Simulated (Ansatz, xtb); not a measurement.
# Two isomers of AlH5OSi

We compare a, `[OH][AlH][SiH3]`, a singlet, with b, `[AlH2][O][SiH3]`, a singlet. Both are isolated molecules in the gas phase, relaxed with B3LYP/6-31G*; the shapes shown needn't be the lowest conformers.

a (Å):

```xyz
8

Al   -2.3535   -0.0380    0.7839
O    -3.0936   -1.1018    1.9136
Si    0.0476   -0.3776    0.4042
H    -4.0368   -1.0302    2.1099
H    -3.2618    1.0669    0.0767
H     0.6051    0.6418   -0.5325
H     0.3269   -1.7184   -0.1890
H     0.8290   -0.2866    1.6722
```

b (Å):

```xyz
8

Al   -2.8545   -0.1053    1.9399
O    -1.6027   -0.2586    0.7928
Si   -0.2710   -0.5817   -0.1137
H    -4.0865    0.8152    1.5671
H    -2.7226   -0.8863    3.3116
H     0.4647    0.6767   -0.4152
H    -0.6655   -1.2195   -1.3996
H     0.6574   -1.5045    0.5981
```

Estimate which is lower in electronic energy at CCSD(T)/def2-TZVP, and by roughly how much.

The CCSD(T)/def2-TZVP calculation puts structure b lower, by 25.6 kcal/mol.

How the difference moves with the method:

```
             level      geometry  E(b) − E(a) (kcal/mol)  departure from the last row (kcal/mol)  job, with rough time for the two
          GFN2-xTB      GFN2-xTB                     −43.0                                   −17.4              optimisation, 0.12 s
         HF/STO-3G      GFN2-xTB                     −26.4                                    −0.8              single point, 0.16 s
r2SCAN-D4/def2-SVP      GFN2-xTB                     −21.9                                    +3.7               single point, 1.6 s
      B3LYP/6-31G*  B3LYP/6-31G*                     −23.9                                    +1.7                optimisation, 38 s
      HF/def2-TZVP  B3LYP/6-31G*                     −31.9                                    −6.3           part of the CCSD(T) run
     MP2/def2-TZVP  B3LYP/6-31G*                     −27.9                                    −2.3           part of the CCSD(T) run
 CCSD(T)/def2-TZVP  B3LYP/6-31G*                     −25.6                                                        single point, 11 s
```

As drawn, b has 1 O–Si, 1 Al–H in place of 1 Al–Si, 1 O–H.

The levels shown agree on the order. The largest departure from CCSD(T)/def2-TZVP is that of GFN2-xTB, 17.4 kcal/mol. A small imaginary or near-zero mode remains, so no thermal terms are given.

The correlated steps freeze 11 core orbitals. Programs: Ansatz 0.2.0, xtb 6.7.1; the last row on 1 thread of AMD EPYC 9R45 96-Core Processor (Zen 5) on a shared host.

Isomer b is favoured because it joins both electropositive atoms to oxygen, whereas a spends one of its bonds on a weakly polar Al–Si contact. Going from a to b exchanges Al–Si and O–H for O–Si and Al–H. Since O–H is itself a strong bond, the preference is not simply a matter of forming Si–O: it also reflects how little is lost with Al–Si. The nearly linear Al–O–Si unit in b fits strongly polar bonding, probably helped by oxygen lone-pair donation into the empty aluminium p orbital and Si–H antibonding orbitals.

At the common B3LYP geometries, correlation narrows the gap from 31.9 in Hartree–Fock to 25.6 kcal/mol in CCSD(T), so it stabilises a more than b, and MP2 recovers only part of this shift. The close agreement of HF/STO-3G is therefore probably a cancellation between missing correlation and the minimal basis. The energy difference says nothing about the barrier to rearrangement, so a could still persist kinetically.
